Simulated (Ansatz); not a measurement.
# Vacuum decay constant against sample bias on missing-row Cu(100)-(3x1) and Cu(110)-(1x2), PBE-D3(BJ)

A scanning tunnelling microscope that images a copper surface, or reads a local work function from the fall of the current with distance, depends on how fast the electron density decays into the vacuum. That decay changes with the sample bias, because the bias selects the states that carry the current. We calculated the decay constant $\kappa$ at six biases from −2 to +2 V for two missing-row models, Cu(100)-(3x1) and Cu(110)-(1x2), with PBE-D3(BJ). Both patterns were built by hand; clean Cu(100) and Cu(110) keep their unreconstructed (1x1) surfaces. Each value is set against $\kappa_0$, the decay constant of a free electron at the top of the bias window with no momentum along the surface. No measured decay is compared here.

## Calculations

Ansatz 0.2.0, plane-wave Kohn-Sham DFT with its default PAW datasets at cutoffs of 420 eV, level as listed. Slabs and stacks are built by hand and relaxed; a single point with 17 Å of vacuum, a dipole correction, Fermi-Dirac smearing of 0.05 eV and meshes of 8 points along the first in-plane vector gives the density of the states between the Fermi level and the sample bias. Its planar mean n(z) is fitted as exp(−2κz) between 3 and 5 Å above the top atom. Spin-paired, no spin-orbit coupling.

Notes on method and selection:

- A free electron at the Fermi level with no momentum along the surface decays with κ₀ = 0.5123·√Φ Å⁻¹, Φ in eV; momentum along the surface raises κ, and the slow approach of the potential to the vacuum level lowers it.
- The tip is left out (Tersoff-Hamann).
- Slabs this thin have discrete subbands, so κ depends on which of them fall in the window.
- Windows narrower than 0.1 V hold too few states on these meshes and are not listed; a blank corrugation was not computed at that height.
- Runs in which the search for lower states was switched off are not listed.
- Work functions and vacuum levels are read from the electrostatic potential (Hartree and local ionic parts), which a warning of a rough exchange-correlation potential in thin density does not concern.
- Sites and patterns name the starting structure; atoms can leave their sites in the relaxation.
- The default PAW datasets of this version of Ansatz are the set soft_2.
- Runs that did not converge, have known faults or may not be shown are not listed, and runs on Ansatz's PAW sets soft_1 and soft_2 are kept to separate tables.

Columns:

- bias (V): sample bias; negative images filled states.
- κ₀ of window top (Å⁻¹): 0.5123·√(Φ − E) for the highest energy E in the window, from the Fermi level.
- κ (Å⁻¹): decay constant κ of the window's density.
- corrugation (Å): corrugation at constant current, set to the mean density at the first listed height.

## Data

| member | surface | bias (V) | κ₀ of window top (Å⁻¹) | κ (Å⁻¹) | corrugation (Å) |
| --- | --- | --- | --- | --- | --- |
| −2 V | Cu(100)-(3x1) missing row (PBE-D3(BJ), Φ 4.33 eV, 3.5 Å) | −2.0 | 1.066 | 1.243 | 0.804 |
| −1 V | Cu(100)-(3x1) missing row (PBE-D3(BJ), Φ 4.33 eV, 3.5 Å) | −1.0 | 1.066 | 1.193 | 0.782 |
| −0.3 V | Cu(100)-(3x1) missing row (PBE-D3(BJ), Φ 4.33 eV, 3.5 Å) | −0.3 | 1.066 | 1.157 | 0.891 |
| +0.3 V | Cu(100)-(3x1) missing row (PBE-D3(BJ), Φ 4.33 eV, 3.5 Å) | 0.3 | 1.028 | 1.065 | 0.656 |
| +1 V | Cu(100)-(3x1) missing row (PBE-D3(BJ), Φ 4.33 eV, 3.5 Å) | 1.0 | 0.935 | 1.034 | 0.751 |
| +2 V | Cu(100)-(3x1) missing row (PBE-D3(BJ), Φ 4.33 eV, 3.5 Å) | 2.0 | 0.782 | 0.935 | 0.831 |
| −2 V | Cu(110)-(1x2) missing row (PBE-D3(BJ), Φ 4.55 eV, 3.5 Å) | −2.0 | 1.093 | 1.237 | 1.037 |
| −1 V | Cu(110)-(1x2) missing row (PBE-D3(BJ), Φ 4.55 eV, 3.5 Å) | −1.0 | 1.093 | 1.203 | 0.977 |
| −0.3 V | Cu(110)-(1x2) missing row (PBE-D3(BJ), Φ 4.55 eV, 3.5 Å) | −0.3 | 1.093 | 1.207 | 0.759 |
| +0.3 V | Cu(110)-(1x2) missing row (PBE-D3(BJ), Φ 4.55 eV, 3.5 Å) | 0.3 | 1.057 | 1.202 | 0.738 |
| +1 V | Cu(110)-(1x2) missing row (PBE-D3(BJ), Φ 4.55 eV, 3.5 Å) | 1.0 | 0.966 | 1.093 | 1.003 |
| +2 V | Cu(110)-(1x2) missing row (PBE-D3(BJ), Φ 4.55 eV, 3.5 Å) | 2.0 | 0.819 | 0.968 | 1.435 |

## Mechanism

The density decays more slowly at +2 V than at −2 V on both surfaces. On Cu(100)-(3x1) $\kappa$ falls at every step, by 1.243 − 0.935 = 0.308 Å⁻¹ in total. On Cu(110)-(1x2) it falls by 1.237 − 0.968 = 0.269 Å⁻¹, but the three values from −1 to +0.3 V differ by less than 0.01 Å⁻¹, and most of the fall comes above +0.3 V.

The main cause is the barrier height. A state at energy $E$ above the Fermi level decays with $\kappa_0(E) = 0.5123\sqrt{\Phi - E}$ (Å⁻¹, energies in eV). A positive bias adds higher states, which reach farthest into the vacuum. Between −0.3 and +2 V, $\kappa_0$ of the window top falls by 0.284 Å⁻¹ on Cu(100)-(3x1) and by 0.274 Å⁻¹ on Cu(110)-(1x2); $\kappa$ falls by 1.157 − 0.935 = 0.222 Å⁻¹ and 1.207 − 0.968 = 0.239 Å⁻¹. A smaller fall is expected, because the window at +2 V also holds the states just above the Fermi level, which decay faster than those at its top.

A negative bias leaves the window top at the Fermi level and adds deeper states with a higher barrier. From −0.3 to −2 V this raises $\kappa$ by 0.086 Å⁻¹ on Cu(100)-(3x1) and by 0.030 Å⁻¹ on Cu(110)-(1x2).

Barrier height alone is not enough. At −0.3 V on Cu(110)-(1x2) even the bottom of the window gives only 0.5123 × √(4.55 + 0.3) = 1.128 Å⁻¹, against a fitted 1.207 Å⁻¹. Momentum along the surface, which includes the lateral structure of the states, supplies an excess of this sign.

In all twelve rows $\kappa$ lies above $\kappa_0$ of the window top, on average by 0.12 Å⁻¹. When each row is estimated from its own $\kappa_0$ plus the mean excess of the other eleven, the mean absolute miss is 0.03 Å⁻¹; with the mean $\kappa$ of the other rows as the estimate it is 0.10 Å⁻¹.

## Departures from the trend

Cu(100)-(3x1) at +0.3 V lies farthest from the common excess of 0.12 Å⁻¹, with only 1.065 − 1.028 = 0.037 Å⁻¹. The likeliest reason is a subband of the thin slab just above the Fermi level with little momentum along the surface. The image supports a change of states: its brightest point lies between top-layer atoms at the negative biases and close to an atom at +0.3 V. A thicker slab would place its subbands elsewhere, so this low value should not be taken as a property of the (3x1) pattern.

The same surface at −2 V departs the other way, with 1.243 − 1.066 = 0.177 Å⁻¹. Here the window top represents the window badly, since its bottom has $\kappa_0$ = 0.5123 × √(4.33 + 2) = 1.289 Å⁻¹. The upper edge of the copper d band, which PBE places inside this window, may add contracted states that also raise $\kappa$.

## Worked examples

**By what factor does the current fall when the tip retracts by 1 Å over Cu(110)-(1x2)?**

With the current proportional to the mean density, the factor is $\exp(2\kappa \times 1\,\text{Å})$. At −2 V it is exp(2 × 1.237) = 11.9, and at +2 V it is exp(2 × 0.968) = 6.9. The current therefore responds less to the tip height at +2 V; the two factors stand in the ratio 11.9 / 6.9 = 1.7.

**Can the work function be read from the decay at low bias?**

Inverting the free-electron formula gives an apparent barrier of $(\kappa/0.5123)^2$ in eV. For Cu(100)-(3x1) at +0.3 V this is (1.065 / 0.5123)² = 4.32 eV, close to the calculated work function of 4.33 eV. At −0.3 V it is (1.157 / 0.5123)² = 5.10 eV, too high by 0.77 eV. For Cu(110)-(1x2) at −0.3 V it is (1.207 / 0.5123)² = 5.55 eV, too high by 1.00 eV. The one good match is probably a cancellation: states above the Fermi level lower $\kappa$, while momentum along the surface raises it. The method is not safe at these heights.

**Does slower decay explain the strong corrugation of Cu(110)-(1x2) at +2 V?**

Only in part. For a fixed lateral density contrast, the corrugation scales roughly as $1/\kappa$. Starting from +0.3 V, this predicts 0.738 × 1.202 / 0.968 = 0.916 Å. The calculated value is 1.435 Å, so most of the rise comes from a stronger lateral contrast of the states in the window.

## Conclusions and limits

For these two slabs, between −2 and +2 V and 3 to 5 Å above the top atom, $\kappa$ is roughly $\kappa_0$ of the window top plus 0.12 Å⁻¹, with a mean absolute miss of 0.03 Å⁻¹. This rule does not describe the changes among the negative biases, where the window top stays at the Fermi level. Differences of a few hundredths of Å⁻¹ between the surfaces carry no structural meaning, because the subbands depend on slab thickness and the energy levels of the Cu(110)-(1x2) imaging run were not confirmed. Since clean copper does not form these missing-row patterns, the values of $\kappa$ and of the corrugation describe the models and are not predictions for a clean copper crystal.

The largest omission is the field between tip and sample. It would raise $\kappa$ at positive bias and lower it at negative bias, so a measured current should show a weaker dependence on the sign of the bias than the table does, or even none. PBE also lacks the long-range image potential, which would lower the outer barrier and hence $\kappa$. Its tendency to give somewhat low work functions for copper acts the other way, making the calculated $\kappa$ slightly too small.
